A region $A$ of a device, such as a quantum dot or a dot with a piece of its lead, has a Fock space of dimension $2^L$ when it contains $L$ orbitals. For non-interacting electrons the density operator of $A$ follows from an $L\times L$ matrix, a construction associated with Peschel (2003). Entropies below are in units of $k_B$, with natural logarithms, for one spin direction.

\section*{Premises}

(i) The system has a finite set of orthonormal orbitals with $\{c_i,c_j^\dagger\}=\delta_{ij}$ and $\{c_i,c_j\}=0$. Infinite leads are limits of such sets.

(ii) The total state is Gaussian and commutes with the electron number,
\begin{equation}
\rho=\frac{e^{-Q}}{\mathrm{Tr}\,e^{-Q}},\qquad Q=\sum_{ij}K_{ij}c_i^\dagger c_j,\qquad K=K^\dagger .
\label{gauss}
\end{equation}
The grand-canonical state of a one-electron Hamiltonian matrix $H$ has $K=(H-\mu)/k_BT$. A Slater determinant is the limit in which the eigenvalues of $K$ go to $-\infty$ for filled and $+\infty$ for empty orbitals.

(iii) The orbitals of $A$ are numbered first, so that operators of $A$ act on the first factor of $\mathcal F_A\otimes\mathcal F_B$. Then $\rho_A=\mathrm{Tr}_B\,\rho$ obeys $\mathrm{Tr}_A(\rho_AO)=\langle O\rangle$ for every $O$ built from operators of $A$.

The correlation matrix is $C_{ij}=\langle c_i^\dagger c_j\rangle$, and $C_A$ is its block with $i,j\in A$.

\section*{Step 1: all averages follow from $C$}

The anticommutation rules give $[Q,c_i^\dagger]=\sum_jc_j^\dagger K_{ji}$. Summing the nested commutators in $e^{Q}c_i^\dagger e^{-Q}$ yields
\begin{equation}
c_i^\dagger\rho=\rho\sum_jc_j^\dagger\,(e^{K})_{ji}.
\end{equation}
For any operator $X$, cyclicity of the trace gives $\langle Xc_i^\dagger\rangle=\mathrm{Tr}(c_i^\dagger\rho X)=\sum_j\langle c_j^\dagger X\rangle(e^K)_{ji}$. Adding $\langle c_i^\dagger X\rangle$ and inverting $1+e^K$, whose eigenvalues exceed one,
\begin{equation}
\langle c_i^\dagger X\rangle=\sum_j\langle\{c_j^\dagger,X\}\rangle\,[(1+e^K)^{-1}]_{ji}.
\label{rec}
\end{equation}
The choice $X=c_l$ gives
\begin{equation}
C=\left[(1+e^{K})^{-1}\right]^{T}.
\label{CK}
\end{equation}
The transpose matters when $K$ is complex, as in a magnetic field with orbital coupling. Equation \eqref{rec} now reads $\langle c_i^\dagger X\rangle=\sum_jC_{ij}\langle\{c_j^\dagger,X\}\rangle$.

Take $X=c_{i_2}^\dagger\cdots c_{i_m}^\dagger c_{j_m}\cdots c_{j_1}$, a product of $2m-1$ factors. For an odd product, $\{c_j^\dagger,X\}$ is the sum over positions $p$ of $(-1)^{p-1}$ times $X$ with its $p$-th factor replaced by the anticommutator of that factor with $c_j^\dagger$. Only annihilators contribute, and $c_{j_b}$ stands at $p=2m-b$, so its sign is $(-1)^{b+1}$. This is the expansion of a determinant along its first row, and induction on $m$ gives Wick's theorem,
\begin{equation}
\langle c_{i_1}^\dagger\cdots c_{i_m}^\dagger c_{j_m}\cdots c_{j_1}\rangle=\det\,[C_{i_aj_b}]_{a,b=1}^{m}.
\label{wick}
\end{equation}
Strings with unequal numbers of creators and annihilators average to zero, because $\rho$ commutes with the number operator. Both sides of \eqref{wick} are continuous in the occupations, so it also holds for a Slater determinant.

\section*{Step 2: $C_A$ fixes $\rho_A$}

On each orbital the operators $1,c,c^\dagger,c^\dagger c$ are independent, and the $4^L$ ordered products over the orbitals of $A$ span all $2^L\times2^L$ matrices on $\mathcal F_A$. If two density operators give equal averages for all these products, their difference $D$ obeys $\mathrm{Tr}(DO)=0$ for every $O$. The choice $O=D^\dagger$ forces $D=0$. By \eqref{wick}, a string with all indices in $A$ involves only $C_A$. Any state of $A$ that obeys \eqref{wick} with the matrix $C_A$ is therefore $\rho_A$.

\section*{Step 3: construction of $\rho_A$}

$C_A$ is Hermitian. Let $C_Av^{(k)}=n_kv^{(k)}$ with orthonormal eigenvectors, and define
\begin{equation}
f_k=\sum_{j\in A}v^{(k)}_jc_j .
\end{equation}
Orthonormality gives $\{f_k,f_l^\dagger\}=\delta_{kl}$, and $\langle f_k^\dagger f_l\rangle=v^{(k)\dagger}C_Av^{(l)}=n_k\delta_{kl}$. Since $f_k^\dagger f_k$ is a projector, $0\le n_k\le1$. Consider
\begin{equation}
\sigma=\prod_{k=1}^{L}\left[(1-n_k)(1-f_k^\dagger f_k)+n_kf_k^\dagger f_k\right].
\label{prod}
\end{equation}
It has unit trace and gives $\mathrm{Tr}(\sigma f_k^\dagger f_l)=n_k\delta_{kl}$, hence the correlation matrix $C_A$. For a projector $P$, $e^{-eP}=1-P+e^{-e}P$, so each factor equals $(1-n_k)\exp(-e_kf_k^\dagger f_k)$ when $e^{-e_k}=n_k/(1-n_k)$. Thus $\sigma$ has the form \eqref{gauss}, Step 1 applies to it, and Step 2 identifies it with $\rho_A$:
\begin{equation}
\rho_A=\frac1Z\exp\Big(-\sum_ke_kf_k^\dagger f_k\Big),\qquad e_k=\ln\frac{1-n_k}{n_k},\qquad Z=\prod_k\frac{1}{1-n_k}.
\label{main}
\end{equation}
In the original orbitals the exponent is $-\sum_{ij}K^A_{ij}c_i^\dagger c_j$ with $K^A=\ln[(1-C_A^T)/C_A^T]$. The $e_k$ are dimensionless. $K^A$ differs in general from the $A$ block of $K$, because taking a block does not commute with the matrix function in \eqref{CK}. If some $n_k$ is 0 or 1, then $e_k$ is infinite and the product form \eqref{prod} is the one to use.

\section*{Step 4: entropy}

The eigenvalues of \eqref{prod} are products with one factor $n_k$ or $1-n_k$ per mode, a distribution of independent two-valued variables. Their entropies add:
\begin{equation}
S_A=-\mathrm{Tr}\,\rho_A\ln\rho_A=\sum_kh(n_k),\qquad h(n)=-n\ln n-(1-n)\ln(1-n).
\label{S}
\end{equation}
For a Slater determinant $C^2=C$. Its blocks give $C_AC_{AB}=C_{AB}(1-C_B)$ and $C_{BA}C_{AB}=C_B(1-C_B)$. If $C_Bw=mw$ with $0<m<1$ and $w$ normalised, then $C_{AB}w$ has squared norm $m(1-m)\neq0$ and is an eigenvector of $C_A$ with eigenvalue $1-m$. The same holds with $A$ and $B$ exchanged, and $h(1-m)=h(m)$, so $S_A=S_B$. This is the entanglement entropy. At $T>0$, $S_A$ mixes thermal and quantum contributions.

\section*{Step 5: a block in an infinite chain}

Filling the plane waves $|k|<k_F$ of an infinite chain (lattice constant 1, $T=0$) gives
\begin{equation}
C_{ij}=\int_{-k_F}^{k_F}\frac{dk}{2\pi}\,e^{-ik(i-j)}=\frac{\sin k_F(i-j)}{\pi(i-j)} .
\end{equation}
One mathematical result is imported without proof, the Fisher--Hartwig asymptotic form of the determinant for $L$ adjacent sites and $\lambda$ off the segment $[0,1]$:
\begin{equation}
\ln\det(\lambda-C_A)\simeq L\Big[\frac{k_F}{\pi}\ln(\lambda-1)+\Big(1-\frac{k_F}{\pi}\Big)\ln\lambda\Big]-2\nu^2\ell+2\ln[G(1+\nu)G(1-\nu)],
\label{FH}
\end{equation}
with $\nu=(2\pi i)^{-1}\ln[\lambda/(\lambda-1)]$, $\ell=\ln(2L\sin k_F)$, and $G$ the Barnes function, $G(z+1)=\Gamma(z)G(z)$.

The number of eigenvalues above $n$, that is with $e_k<e=\ln[(1-n)/n]$, is $\pi^{-1}\mathrm{Im}\ln\det(n+i0-C_A)$. Continuing \eqref{FH} to the segment gives the smooth part of this staircase, which fixes the sum \eqref{S} up to terms vanishing at large $L$. There $\nu=-\tfrac12+iw$ with $w=e/2\pi$. The first term has a constant imaginary part and describes modes at $n=0$ and $1$, which carry no entropy. The second contributes $e\ell/\pi^2$ to the count. In the third, $G(\tfrac12+iw)G(\tfrac32-iw)=|G(\tfrac12+iw)|^2\,\Gamma(\tfrac12-iw)$, which contributes $-(2/\pi)\,\mathrm{Im}\ln\Gamma(\tfrac12+iw)$. Differentiating with respect to $e$, with $\psi$ the digamma function,
\begin{equation}
g(e)=\frac{1}{\pi^2}\Big[\ell-\mathrm{Re}\,\psi\Big(\frac12+\frac{ie}{2\pi}\Big)\Big].
\end{equation}
In terms of $e$, $h=\ln(1+e^{-e})+e/(e^{e}+1)$, whose integral over all $e$ is $\pi^2/3$. Hence
\begin{equation}
S_A\simeq\frac13\ln(2L\sin k_F)+\Upsilon,\qquad \Upsilon=-\frac1{\pi^2}\int_{-\infty}^{\infty}de\;h\,\mathrm{Re}\,\psi\Big(\frac12+\frac{ie}{2\pi}\Big)=0.4950,
\end{equation}
the result of Jin and Korepin (2004). At half filling, $k_F=\pi/2$,
\begin{equation}
S_A\simeq\tfrac13\ln L+0.726 .
\label{log}
\end{equation}
For $L=2$ the eigenvalues are $\tfrac12\pm\tfrac1\pi=0.818$ and $0.182$, so \eqref{S} gives 0.948 against 0.957 from \eqref{log}. For $L=10$, \eqref{log} gives 1.494, within 0.001 of direct diagonalisation.

\section*{Range of validity}

Equations \eqref{main} and \eqref{S} are exact for any size, geometry, disorder or temperature, provided premise (ii) holds. They extend to states evolved from such a state under a one-electron Hamiltonian, including a biased junction, since such evolution maps $Q$ to another quadratic form. They fail in general for a thermal state at fixed electron number, which is not of the form \eqref{gauss}, and for interacting electrons, where \eqref{wick} breaks down. Pairing requires the additional averages $\langle c_ic_j\rangle$. For a single orbital, number conservation alone gives $\rho_A=\mathrm{diag}(1-n,n)$, so interactions only change $n$.

Equation \eqref{log} is narrower. It needs a clean half-filled chain, a block with two cuts far from any end, and a sharp Fermi step. A block at the end of a semi-infinite chain has one cut, and its known coefficient is $1/6$. At $T>0$ the pole of the Fermi function at $E-\mu=i\pi k_BT$ makes $C$ decay over $\hbar v_F/\pi k_BT$, and longer blocks have an entropy linear in $L$.

\section*{Illustration: a dot level on a GaAs lead}

\emph{Lead.} The electron mass is $m=0.067\,m_e$ (compiled value at 0 K, Vurgaftman 2001), and a typical sheet density $n_s=2\times10^{11}$ cm$^{-2}$ is assumed. Then $k_F=\sqrt{2\pi n_s}=0.112$ nm$^{-1}$, $v_F=\hbar k_F/m=1.94\times10^{7}$ cm/s and $E_F=7.15$ meV. One channel is modelled as a half-filled semi-infinite chain with hopping $-t$, chosen to reproduce $k_F$ and $v_F$: $a=\pi/2k_F=14.0$ nm and $t=\hbar v_F/2a=4.55$ meV. Its band bottom lies $2t=9.10$ meV below $\mu$, so the band edge is not reproduced.

\emph{Level.} With energies counted from $\mu$, the dot orbital $d$ at $\varepsilon_d$ couples to the first site by $-t'$. Removing the end site leaves the same chain, so the end Green function obeys $g_1=1/(E-t^2g_1)$, and its retarded root is $g_1=[E-i\sqrt{4t^2-E^2}]/2t^2$. The dot has $G_d=1/(E-\varepsilon_d-\Sigma)$ with $\Sigma=t'^2g_1$ and spectral function $A_d=-\mathrm{Im}\,G_d/\pi$. At $E=0$, $\Sigma=-i\Delta$ with half-width $\Delta=t'^2/t$. An assumed $\Delta=20\ \mu$eV means $t'=0.302$ meV and $r=\Delta/t=0.0044$.

\emph{$A$ = dot.} By \eqref{CK}, $n=\int A_df\,dE$ with $f$ the Fermi function. For $r\ll1$, $A_d$ is a Lorentzian. Write $f(E)=\tfrac12-\pi^{-1}\mathrm{Im}\,\psi(\tfrac12+iE/2\pi k_BT)$. This $\psi$ is analytic for $\mathrm{Im}\,E<0$ and grows only logarithmically, so closing the contour there evaluates it at $E=\varepsilon_d-i\Delta$:
\begin{equation}
n=\frac12-\frac1\pi\,\mathrm{Im}\,\psi\Big(\frac12+\frac{\Delta+i\varepsilon_d}{2\pi k_BT}\Big)\;\longrightarrow\;\frac12-\frac1\pi\arctan\frac{\varepsilon_d}{\Delta}\quad(T\to0).
\end{equation}
Assume $\varepsilon_d=20\ \mu$eV and $T=100$ mK, so $k_BT=8.62\ \mu$eV, $\Delta/2\pi k_BT=0.369$ and $\mathrm{Im}\,\psi=0.668$. The model gives
\begin{center}
\begin{tabular}{lccc}
case & $n$ & $e$ & $S_A$\\ \hline
decoupled limit, 100 mK & 0.089 & 2.32 & 0.30\\
$\Delta=20\ \mu$eV, 100 mK & 0.287 & 0.91 & 0.60\\
$\Delta=20\ \mu$eV, 0 K & 0.250 & 1.10 & 0.56
\end{tabular}
\end{center}
The full energy dependence of $\Sigma$ moves $n$ by less than 0.001. In the second row $\rho_A=\mathrm{diag}(0.713,0.287)$, and $e$ is only 0.39 of $\varepsilon_d/k_BT$. At 0 K the occupation mimics a decoupled level at $\varepsilon_d/(k_B\ln3)=0.21$ K, although the entropy 0.56 is pure entanglement with the lead.

\emph{$A$ = dot plus first site,} at $\varepsilon_d=0$ and $T=0$. Particle--hole symmetry makes both diagonal elements $\tfrac12$. The Dyson equation gives $G_{1d}=-t'g_1G_d=-\Sigma G_d/t'$, and $\Sigma G_d=EG_d-1$, so $b=\langle d^\dagger c_1\rangle=-t'^{-1}\int_{-2t}^0EA_d\,dE$. Here $\pi A_d=\Delta u/[\Delta^2+(1-r)E^2]$ with $u=\sqrt{1-E^2/4t^2}$. Changing the variable to $u$, with $p=\sqrt{1-r}$ and $q=(1+p^2)/2p$,
\begin{equation}
b=\frac{\sqrt r}{\pi p^2}\int_0^1\frac{u^2\,du}{q^2-u^2}=\frac{\sqrt r}{\pi p^2}\Big[\frac{1+p^2}{2p}\ln\frac{1+p}{1-p}-1\Big]=0.123 .
\end{equation}
The modes $f_\pm=(d\pm c_1)/\sqrt2$ have $n=0.623$ and $0.377$, so $e_\pm=\mp0.503$ and $S_A=1.325$. Dot and site each have entropy $\ln2$, so their mutual information is $2\ln2-S_A=0.061$, against a maximum of $2\ln2=1.386$. The partner of the dot level is spread along the lead up to $\hbar v_F/\Delta=6.4\ \mu$m, or 455 sites, comparable to the length $\hbar v_F/\pi k_BT=4.7\ \mu$m at 100 mK. The value of $b$ depends on the chosen spacing $a$ and belongs to the lattice model.

\emph{Neglected interaction.} A typical charging energy of a gated GaAs dot, $U\approx1$ meV, is $50\Delta$, so the free model applies only to a spin-split level. With a typical $|g|\approx0.44$ and an assumed in-plane field of 10 T, the splitting is 255 $\mu$eV and the other spin level lies at $\varepsilon'=275\ \mu$eV. Let both spins have the same $\Delta$. Virtual tunnelling into the upper level costs $\varepsilon'$ for an empty dot and $\varepsilon'+U$ for an occupied one, and the difference of the second-order shifts raises the lower level by $(\Delta/\pi)\ln(1+U/\varepsilon')\approx10\ \mu$eV. This is half of the assumed $\varepsilon_d$, which must therefore be read as the shifted position set by the gate. Without $U$ the upper level would have occupation $\pi^{-1}\arctan(\Delta/\varepsilon')=0.023$ and entropy 0.11. The entropies above are the model's values for the lower spin orbital alone, and for a real dot its occupations carry an uncertainty of order 0.02.